Six transition metals have been placed in the diamond structure, where each atom has only four neighbours. None of them takes this form as an ordinary metal, and the calculation holds the crystals in its symmetry, so they might not survive if left free. Can their names be recovered from size, stiffness and magnetism alone? Of the candidates, iron and ruthenium belong to group 8, rhodium and iridium to group 9, nickel and palladium to group 10.

Transition metals of groups 8 to 10 in the diamond structure, each from the lowest-energy magnetic start tried, computed with Ansatz 0.2.0 (scalar-relativistic plane-wave PAW, m-r2SCAN, 500 eV cutoff, 0.05 eV Fermi-Dirac smearing). Volume, bulk modulus and its pressure derivative come from a third-order Birch-Murnaghan fit; moments are taken within atomic spheres. Candidates: Rh, Ir, Ni, Ru, Pd, Fe.

| row | volume per atom, m-r2SCAN (Å³) | bulk modulus, m-r2SCAN (GPa) | bulk modulus pressure derivative, m-r2SCAN | largest site moment, m-r2SCAN (μB) |
| --- | --- | --- | --- | --- |
| A | 21.08 | 204 | 4.94 | 0.00 |
| B | 20.33 | 145 | 5.09 | 0.00 |
| C | 13.90 | 173 | 4.42 | 0.00 |
| D | 19.83 | 178 | 4.66 | 0.00 |
| E | 23.61 | 77.9 | 5.25 | 0.42 |
| F | 15.78 | 105 | 4.77 | 0.81 |

The d electrons do most of the bonding in these metals. Their levels spread into a band whose lower half holds atoms together and whose upper half pushes them apart. In groups 8 to 10 the lower half is already full, so each further electron weakens the bonds. Along one row of the periodic table, from group 8 to group 10, the volume should therefore grow and the bulk modulus, the resistance to compression, should fall.

**Rows A to C: size separates the rows of the periodic table.** A and B need more than 20 Å³ per atom, while C needs only 13.90 Å³. The 3d shell is compact, because no inner d shell lies beneath it; 4d and 5d atoms are larger and close to each other in size. C must then be iron or nickel. Its only partner of similar size is F, and a gap of about 4 Å³ separates these two from the rest. A, B, D and E are therefore ruthenium, rhodium, palladium and iridium in some order.

**Row E: the softest crystal.** E has the largest volume in the table and the lowest bulk modulus, 77.9 GPa. That is little more than half the value of B, the next softest of the four large rows. Only one of the four heavy candidates belongs to group 10, so E is palladium. Its moment of 0.42 μB wasn't needed for this step, but it matters for the next one.

**Row F, and C again: the magnetic trap.** F carries 0.81 μB and C carries nothing, which tempts one to call F iron. The temptation has some physics behind it, since a moment usually expands and softens a metal, and F is both larger and softer than C. Palladium decides against it. A metal becomes ferromagnetic when the exchange energy gained by aligning spins outweighs the cost of moving electrons to higher levels. Compact 3d orbitals give narrower bands and stronger exchange than 4d orbitals do, so if palladium is magnetic in this calculation, nickel should be too.

F is then nickel and C is iron without a moment. The filling of the d band agrees, because it makes the group 10 metal the larger and softer of the pair. Functionals of the SCAN type are known to exaggerate magnetism in such metals, and ordinary palladium is not ferromagnetic. The argument survives this, as both metals are treated with the same functional.

**Back to A, B and D: one easy name and one hard choice.** The three remaining rows are non-magnetic, and B is the softest of them. Ruthenium should be stiffer than rhodium because it has fewer antibonding electrons. Iridium should also be stiffer, because its 5d orbitals reach further out and overlap more strongly. B is therefore rhodium, and A and D share the names ruthenium and iridium.

A simple model shows how far d filling can take this choice. Let the energy be a repulsion $R$, falling with distance $r$ as $e^{-pr}$, less a bond energy $E_b$, falling as $e^{-qr}$. At equilibrium the two forces cancel, $pR = qE_b$, so the curvature of the energy is $p^2R - q^2E_b = q(p-q)E_b$. Because the volume $V$ grows as $r^3$, the bulk modulus $K$ obeys

$$KV = \frac{r^2}{9}\,q(p-q)\,E_b .$$

If $pr$ and $qr$ are alike for neighbouring elements, $KV$ is proportional to the bond energy. For a d band of even density and fixed width, filled with $N$ electrons, that energy is proportional to $N(10-N)$. Taking one electron of each atom to be in the s band gives $N = 7$ for ruthenium and $N = 8$ for rhodium. The product $KV$ of ruthenium should then exceed that of rhodium by a factor of $21/16 = 1.31$.

With D as ruthenium, the table gives $(178\times19.83)/(145\times20.33) = 1.20$. With A as ruthenium, it gives 1.46. The prediction lies between the two and is too coarse to choose. The pressure derivative, which tells how fast a crystal stiffens under pressure, doesn't choose either: with both assignments it rises from ruthenium through rhodium to palladium.

The ordinary metals offer a better guide. Their bulk moduli are, as roughly recalled values, 320 GPa for ruthenium, 270 for rhodium and 360 for iridium. If the change to four neighbours weakens similar metals by a similar factor, the ratio of the calculated modulus to the ordinary one should be nearly constant. With A as iridium, the three ratios agree to about 6%; with the names exchanged, the largest exceeds the smallest by 29%. The volumes lean the same way, since ordinary iridium has slightly larger atoms than rhodium and ruthenium has slightly smaller ones.

Palladium for E is the surest assignment, and rhodium for B is nearly as sure. Nickel for F and iron for C rest on two arguments that agree, the comparison with palladium and the filling of the d band. Iridium for A and ruthenium for D are only probable, because that choice borrows knowledge of the ordinary metals.

The rows with their labels:

| element | Z | valence electrons | k mesh | volume per atom, m-r2SCAN (Å³) | bulk modulus, m-r2SCAN (GPa) | bulk modulus pressure derivative, m-r2SCAN | largest site moment, m-r2SCAN (μB) |
| --- | --- | --- | --- | --- | --- | --- | --- |
| Fe | 26 | 8 | 13×13×13 | 13.90 | 173 | 4.42 | 0.00 |
| Ni | 28 | 10 | 12×12×12 | 15.78 | 105 | 4.77 | 0.81 |
| Ru | 44 | 8 | 16×16×16 | 19.83 | 178 | 4.66 | 0.00 |
| Rh | 45 | 9 | 16×16×16 | 20.33 | 145 | 5.09 | 0.00 |
| Pd | 46 | 10 | 11×11×11 | 23.61 | 77.9 | 5.25 | 0.42 |
| Ir | 77 | 9 | 16×16×16 | 21.08 | 204 | 4.94 | 0.00 |

All six assignments hold. The row that most deserves a second look is iron, whose ordinary form is the best-known ferromagnet of all. Here a ferromagnetic start lost its moment at each of six volumes from 12% below to 8% above the equilibrium value, so the zero is not an accident of one lattice constant. But at all six volumes the program warns that it made no check of whether the state without a moment is stable, so a magnetic state of lower energy, ferromagnetic or of another pattern, isn't ruled out. The runs for the other five metals carry the same warning, so the zero moments of ruthenium, rhodium and iridium are unchecked too, and nickel and palladium may have magnetic states of lower energy than those found. The PAW datasets were also made for a different functional, PBE, which may shift the moments and stiffnesses somewhat. Spin-orbit coupling, which is strongest in iridium, and the zero-point motion of the atoms are left out, and both may change the volumes and bulk moduli slightly.

The same calculation hints at the reason. Smearing the occupation of the levels over a width $\sigma$ produces an entropy term of about $(\pi^2/3)\sigma^2 g$, where $g$ is the number of states per eV at the Fermi level. For iron this term is 0.019 eV in a cell of two atoms, and $\sigma$ is 0.05 eV, which gives $g$ of roughly one state per eV and atom. Simpler functionals need about two, as a rough recalled figure, before iron magnetises spontaneously. Few electrons can thus change spin cheaply, and the moment finds little support.

With the names in place, the filling model can be tested over a longer stretch. It predicts that $KV$ falls to $9/21 = 0.43$ of its value from group 8 to group 10. The calculation gives 0.52 from ruthenium to palladium and 0.69 from iron to nickel. The direction is right in both rows, but the loss is exaggerated, badly so for the 3d pair. One possible reason, not tested here, is that s and p electrons also resist compression, and their share needn't shrink as the d band fills.

The comparison with ordinary metals has its own limit. A least-squares fit of one common factor to ruthenium, rhodium and iridium gives 0.56. Applied to nickel, which was outside the fit, the factor agrees as closely as a roughly recalled modulus allows, but for palladium it gives a modulus 36% above the calculated one. For iron it gives little more than half the calculated 173 GPa, probably because the ordinary metal is ferromagnetic and softened by its moment, while this crystal is not. An engineer who scales a known stiffness to another structure should therefore check first that both forms are in the same magnetic state. A difference in magnetism isn't always the cause of a misfit, though. Palladium has a moment here and none in the ordinary metal, but the moment is small and changes little with volume, so it is unlikely to explain much of the misfit.

That leaves a question about the two group 10 metals. Ruthenium and rhodium have no moment in these runs, so magnetism plays no part in the calculated softening from one to the other. Nickel and palladium are magnetic, and for them the table alone can't separate d filling from magnetism. The runs at other volumes give a hint: as the crystal expands, nickel's moment grows slightly, while palladium's shrinks. A small further rise in the moment should then expand nickel and contract palladium. Whether the whole moment, built up from zero, acts in the same way can't be read from these runs. How much of the softening would remain if nickel and palladium were calculated with their moments held at zero?
